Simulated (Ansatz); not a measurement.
## Redistribution: C4H9F + C4H7F → C3H6F2 + C5H10

Species: C4H9F (1-fluorobutane) `CCCCF`, singlet; C4H7F `C/C=C(/C)F`, singlet; C3H6F2 (1,3-difluoropropane) `FCCCF`, singlet; C5H10 (2-methyl-2-butene) `CC=C(C)C`, singlet. The partners trade CH3 for F; both sit on C, so the bond types are kept.

Shapes, held fixed at every level: PBE0-D4/def2-TZVP. Flexible molecules stand in one conformer, not always the lowest. Programs: Ansatz 0.2.0. Electronic energies: no zero-point or thermal term.

**Question.** Estimate ΔE of this reaction.

**Answer.** The highest level, CCSD(T)/CBS estimate, gives ΔE = +10.9 kJ/mol; the levels span +10.6 to +16.1. The column of differences is taken from that level and isn't an error. No measured value is set beside it here. The CBS estimate extrapolates MP2 from def2-TZVPP and def2-QZVPP and adds CCSD(T) − MP2 in the triple-zeta set, cores frozen. Times are processor times on shared x86 and Arm servers, and rough.

```csv
level,kind,ΔE (kJ/mol),less CCSD(T)/CBS estimate,CPU time (sum over the molecules)
HF/def2-TZVPP,Hartree–Fock,+10.6,-0.3,–
PBE-D4/def2-TZVPP,GGA,+14.7,+3.8,36 s
r2SCAN-D4/def2-TZVPP,meta-GGA,+16.1,+5.2,64 s
B3LYP-D4/def2-TZVPP,global hybrid,+11.8,+0.9,63 s
PBE0-D4/def2-TZVPP,global hybrid,+13.8,+2.9,38 s
CCSD(T)/def2-TZVPP,coupled cluster or CI,+11.0,+0.1,79 min
CCSD/def2-TZVPP,coupled cluster or CI,+11.1,+0.2,–
CCSD(T)/CBS estimate,coupled cluster or CI,+10.9,0.0,86 min
```

The exchange is uphill at every level: fluorine favours the alkene carbon of the fluorobutene over the primary, saturated end of the propane chain. Donation from a fluorine lone pair into the C=C π* orbital, and the extra alkyl group on the carbon that bears fluorine, both strengthen that C–F bond. The methyl group that replaces it stabilises the alkene by hyperconjugation, which offsets part of the loss. Repulsion between the two C–F dipoles in 1,3-difluoropropane probably adds to the cost.

Hartree–Fock lies only 0.3 kJ/mol below the best value, which suggests that correlation largely cancels between the two sides, as expected when bond types are kept. Triples and basis extension hardly matter either. All the density functionals overshoot, r2SCAN more than PBE, perhaps because they overstate the π delocalisation in the fluoroalkene. The sign is therefore secure for these structures, but a single reaction energy can't apportion the preference among conjugation, substitution and dipole repulsion.
